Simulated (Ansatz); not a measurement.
# Ligand exchange: C2H3F + SnH2(CH3)(SiH3) → C2H6Si + SnH2(CH3)F

Species: C2H3F `C=CF`, singlet; SnH2(CH3)(SiH3), singlet; C2H6Si (vinylsilane) `C=C[SiH3]`, singlet; SnH2(CH3)F, singlet. The partners trade F for SiH3: C–F and Sn–SiH3 bonds give way to C–SiH3 and Sn–F.

Shapes, held fixed at every level: PBE0-D4/def2-TZVP. Programs: Ansatz 0.2.0. The zero-point and thermal change to 298 K, harmonic and unscaled (PBE0-D4/def2-TZVP), is -0.6 kJ/mol.

```
             level                    kind  ΔH(298 K) (kJ/mol)  less CCSD(T)/def2-TZVPP
       HF/def2-SVP            Hartree–Fock               -96.6                     +5.3
     HF/def2-TZVPP            Hartree–Fock              -113.9                    -12.0
  SPW92/def2-TZVPP                     LDA               -71.4                    +30.5
 PBE-D4/def2-TZVPP                     GGA               -86.0                    +15.9
wB97M-V/def2-TZVPP  range-separated hybrid              -102.6                     -0.7
  CCSD(T)/def2-SVP   coupled cluster or CI               -89.5                    +12.4
   CCSD/def2-TZVPP   coupled cluster or CI              -102.8                     -0.9
CCSD(T)/def2-TZVPP   coupled cluster or CI              -101.9                      0.0
```

The highest level, CCSD(T)/def2-TZVPP, gives ΔH(298 K) = -101.9 kJ/mol; the levels span -113.9 to -71.4. The column of differences is taken from that level and isn't an error. No measured value is set beside it here. For atoms past krypton def2 sets carry core potentials with scalar relativity. Outer-core shells of Sn are correlated in most correlated rows, in sets that cover them unevenly.

The exchange is clearly exothermic at every level. A soft, weakly polar Sn–Si bond is given up, and fluorine moves from carbon to the more electropositive tin, where the bond is strongly ionic. Silicon in turn gains a strong, polar bond to carbon. This pairing probably outweighs the loss of the strong vinylic C–F bond, though the total enthalpy doesn't separate the individual bond contributions.

In the larger basis, correlation makes the reaction less exothermic than Hartree–Fock has it, and nearly all of that shift is present at CCSD, with triples adding little. Enlarging the basis acts the other way, in Hartree–Fock as well as in CCSD(T), so much of the effect probably lies in describing the polarised charge distribution rather than in correlation alone. The fairly close Hartree–Fock/def2-SVP value therefore reflects cancelling errors. LDA and, less severely, PBE-D4 understate the exothermicity, whereas wB97M-V nearly matches CCSD(T). With triples so small, the remaining uncertainty in the coupled-cluster value probably lies more in the basis than in higher excitations.
